## One per cent in the plane

Press a crystal of silicon carbide together by one per cent along both directions of its basal plane, and let its thickness adjust until no stress is left along the normal. A film grown on a substrate with a slightly smaller lattice is in this state. Does its band gap grow or shrink, by how much, and what does the squeeze cost in energy? The first row below leaves these questions open, and the other ten hold enough to answer them.

Wurtzite SiC (4-atom cell, a = 3.075 Å, c = 5.048 Å) under strain, computed with Ansatz 0.2.0 (r2SCAN, plane-wave PAW, 500 eV cutoff, 12×12×6 k mesh, no spin polarisation), atoms relaxed. Changes are relative to the unstrained relaxed cell. Strain is per length, shear as engineering angle; the normal is free in epitaxial rows and the sides are held in uniaxial ones.

| strain kind | strain (%) | band gap (eV) | band gap change (eV) | least direct gap change (eV) | energy rise per atom (meV) | pressure change (GPa) |
| --- | --- | --- | --- | --- | --- | --- |
| epitaxial xy | -1 | ? | ? | ? | ? | ? |
| epitaxial xy | -0.5 | 2.593 | -0.059 | 0.071 | 1.0 | 2.15 |
| epitaxial xy | 2.5 | 2.793 | 0.140 | -0.358 | 24.1 | -9.46 |
| epitaxial xy | 4 | 2.594 | -0.059 | -0.597 | 59.5 | -14.16 |
| hydrostatic | -2 | 2.557 | -0.096 | 0.142 | 28.1 | 15.52 |
| hydrostatic | 2.5 | 2.762 | 0.109 | -0.173 | 38.5 | -14.60 |
| hydrostatic | 5 | 2.860 | 0.207 | -0.374 | 143.3 | -24.96 |
| shear xy | 1.5 | 2.585 | -0.067 | -0.061 | 1.5 | 0.01 |
| uniaxial x | 0.5 | 2.656 | 0.003 | -0.056 | 0.4 | -1.13 |
| uniaxial x | 1.5 | 2.665 | 0.013 | -0.170 | 3.8 | -3.31 |
| uniaxial z | 3 | 2.504 | -0.149 | 0.177 | 15.9 | -6.13 |

### Shape matters more than volume

Pressing shortens the bonds, and a uniform squeeze does narrow the gap, but only weakly. For each per cent of volume lost, the epitaxial row at −0.5 % loses about four times as much gap as the hydrostatic row at −2 %. The change of shape must therefore do most of the work. The uniaxial z row points the same way: lengthening the crystal along its axis by 3 % narrows the gap by 0.149 eV, although the volume grows.

These rows suggest a simple reading. Squeezing the plane narrows the gap, and squeezing the axis widens it. Under hydrostatic pressure the two effects partly cancel. In an epitaxial squeeze the crystal gets thicker as it gets narrower, so both push the gap down.

### Which states form the gap

The valence edge lies at the zone centre, Γ. Near it are three states, built mainly from carbon p orbitals: a pair that points within the plane, the doublet, and a single state that points along the axis, the singlet. The conduction edge lies at K, a corner of the hexagonal cross-section of the zone, in the unstrained crystal and in the epitaxial rows at −0.5 and +2.5 %.

A flat sheet of atoms with p orbitals, all in phase, shows why the doublet responds to the plane. An orbital that lies in the sheet turns its positive lobe towards the negative lobe of the next atom along its axis. This is antibonding and outweighs the weaker bonding with atoms at its side, so a squeeze raises it. An upright orbital meets its neighbours side by side with equal signs, which is bonding, so a squeeze lowers it. In SiC there are silicon atoms between the carbon atoms, so the sheet shows only which way a squeeze should move the levels against each other, not their order or their distance.

The calculation is consistent with this under tension. At +2.5 % the singlet lies 0.111 eV above the doublet, and a stretch of the plane should indeed lower the doublet against the singlet. Near zero strain the doublet is on top, as the shear and x rows below show, and compression should keep it there. The gap to follow into compression is thus the distance from the doublet to K.

### A rule and its test

Let $\varepsilon$ be the in-plane strain in per cent and $\Delta E$ the change of that distance. The simplest rule beyond a straight line is

$$\Delta E/\varepsilon = a + b\,\varepsilon .$$

At −0.5 % the table gives $0.059/0.5 = 0.118$ eV per per cent. At +2.5 % the singlet has cut the gap short, so its lead over the doublet is added back: $(0.140 + 0.111)/2.5 = 0.100$ eV per per cent. These two rows fix $a$ and $b$.

The uniaxial x rows, which had no part in this, can test it. A stretch of 1.5 % along x alone equals a stretch of 0.75 % in both directions plus a distortion that makes x and y unequal. In a hexagonal crystal that distortion acts, to first order, like the 1.5 % shear in the table, which narrows the gap by 0.067 eV. The rule gives +0.083 eV for the first part, so the sum is +0.016 eV, close to the computed +0.013 eV. The test is a rough one: the x rows keep the thickness fixed, whereas the rule lets it relax, and judged by the uniaxial z row this lowers the sum by somewhat less than a hundredth of an electronvolt.

Under the shear itself nearly all of the change comes from the valence edge, which rises by 0.068 eV. The row at 0.5 % helps to tell whether a doublet is involved. A distortion that makes x and y unequal splits a degenerate pair in proportion to its size, but shifts a single level only with the square. A third of the shear effect leaves a sum of +0.006 eV; a ninth would leave about +0.02 eV. The table has +0.003 eV, which favours the split pair. The levels at Γ in that row confirm it: the upper two lie 0.045 eV apart, a third of the splitting that the shear implies, and the singlet lies 0.066 eV below the lower of them. The tiny gap changes in the x rows are thus a balance of two sizeable effects.

### The forecast

From −0.5 to −1 % the rule needs only a short step. The ratio $\Delta E/\varepsilon$ changes by $(0.118-0.100)/3 = 0.006$ for each per cent of strain, so half a per cent further it is 0.121. Multiplied by −1, this gives the forecast: **the gap changes by −0.12 ± 0.01 eV and stays indirect, from Γ to K.** The range is a judgement that covers rounding and curvature; a change of valley or of band order would break it.

The least direct gap involves other states and moves the opposite way. It lies at M, the middle of a side of the same hexagon, both without strain and at +2.5 %, and changes by about −0.14 eV per per cent of stretch. At +4 % it has moved to Γ, so that row is left aside. **The forecast for −1 % is a rise of 0.14 ± 0.01 eV.**

The elastic side follows from the stress. With none along the normal, the pressure $p$ is the mean of two equal in-plane stresses and a zero, so each in-plane stress is $3p/2$. The pressure is taken as linear plus quadratic in strain, fixed by the rows at −0.5 and +4 %, and it meets the unused row at +2.5 % closely. Because bonds stiffen as they shorten, **the forecast is +4.4 ± 0.1 GPa**, slightly more than double the value at −0.5 %.

The work done by this stress gives the energy without using any computed energy. **It comes to 4.2 ± 0.2 meV an atom**, about four times the rise at −0.5 %. The estimate neglects the change of area during straining. That hardly matters at 1 %, while at +4 % the result is 2 % below the computed energy rise.

### The computed row

The withheld rows as computed:

| strain kind | strain (%) | band gap (eV) | band gap change (eV) | least direct gap change (eV) | energy rise per atom (meV) | pressure change (GPa) |
| --- | --- | --- | --- | --- | --- | --- |
| epitaxial xy | -1 | 2.531 | -0.122 | 0.140 | 4.2 | 4.39 |

All four values fall within their ranges. The gap forecast misses by 0.001 eV and that of the least direct gap by 0.002 eV; pressure and energy agree to about the last digit of the table. The output printed after this section lists the comparison.

The hit on the gap is a weaker test of the band picture than it looks. Had the exchange of singlet and doublet been ignored, the same rule would have given −0.128 eV, which also lies within the range. So short a step mainly confirms that the response is smooth. The case for the doublet rests on the shear and x rows. The path from Γ to K is confirmed by the band edges of the computed row.

The reading in terms of plane and axis does less well once it is turned into numbers. Adding straight-line responses taken from the hydrostatic row at −2 % and the uniaxial z row gives −0.107 eV, about an eighth too small. Both rows have their band edges at Γ and K, like the epitaxial one, but they are strained by 2 and 3 %. The likely cause of the shortfall is curvature in the response to axial strain. The hydrostatic rows bend only slightly, and in the direction that would make the shortfall larger. The reading gives the direction and rough size of a change; a forecast to a hundredth of an electronvolt needs a row with the same kind of strain.

### How wide can the gap become?

For small in-plane compression a usable figure is 0.12 eV of gap lost per per cent. It applies to changes only, since a functional of this kind makes the gap itself too small. Under tension the figure soon fails, for two reasons. First the singlet takes over the valence edge and slows the rise. Then, between +2.5 and +4 %, the conduction edge moves from K to M, and the gap falls by 0.199 eV.

The widest gap under in-plane tension may therefore be set by the strain at which M overtakes K. The gap peaks there if the distance from the singlet to K still grows up to that crossing. The band edges suggest that it does: between +2.5 and +4 % the valence edge falls by 0.172 eV per per cent, while K falls by only 0.148 eV per per cent between 0 and +2.5 % and should keep roughly that pace. The strain at which the crossing comes is left open by these rows.

Printed output of the fit:

```
Singlet above doublet at Gamma, epitaxial +2.5 % (eV): 0.1105
Valence edge shift under 1.5 % shear (eV): 0.06754
Gap change per % of volume, epitaxial -0.5 % (eV): 0.06485
Gap change per % of volume, hydrostatic -2 % (eV): 0.01632
Gap change from epitaxial +2.5 to +4 % (eV): -0.199
Pressure law tested at epitaxial +2.5 %, prediction less value (GPa): -0.02333
Energy from pressure law at +4 %, prediction less value (meV an atom): -1.181
Rival ignoring the band swap, gap change at -1 % (eV): -0.1283
Rival adding other strains, gap change at -1 % (eV): -0.1065
Same rival at the known -0.5 %, prediction less value (eV): 0.005764
Forecast for epitaxial -1 % (gap, direct gap in eV; energy in meV an atom; pressure in GPa):
           row  gap_change  direct_change  energy  pressure
  epitaxial xy      -0.121         0.1418    4.19     4.384
Judged error bars of these four, same order and units: 0.01, 0.01, 0.2, 0.1
Computed values, same order and units: -0.122, 0.14, 4.2, 4.39
Misses, prediction less value, same order and units: 0.001036, 0.0018, -0.0101, -0.005556
```
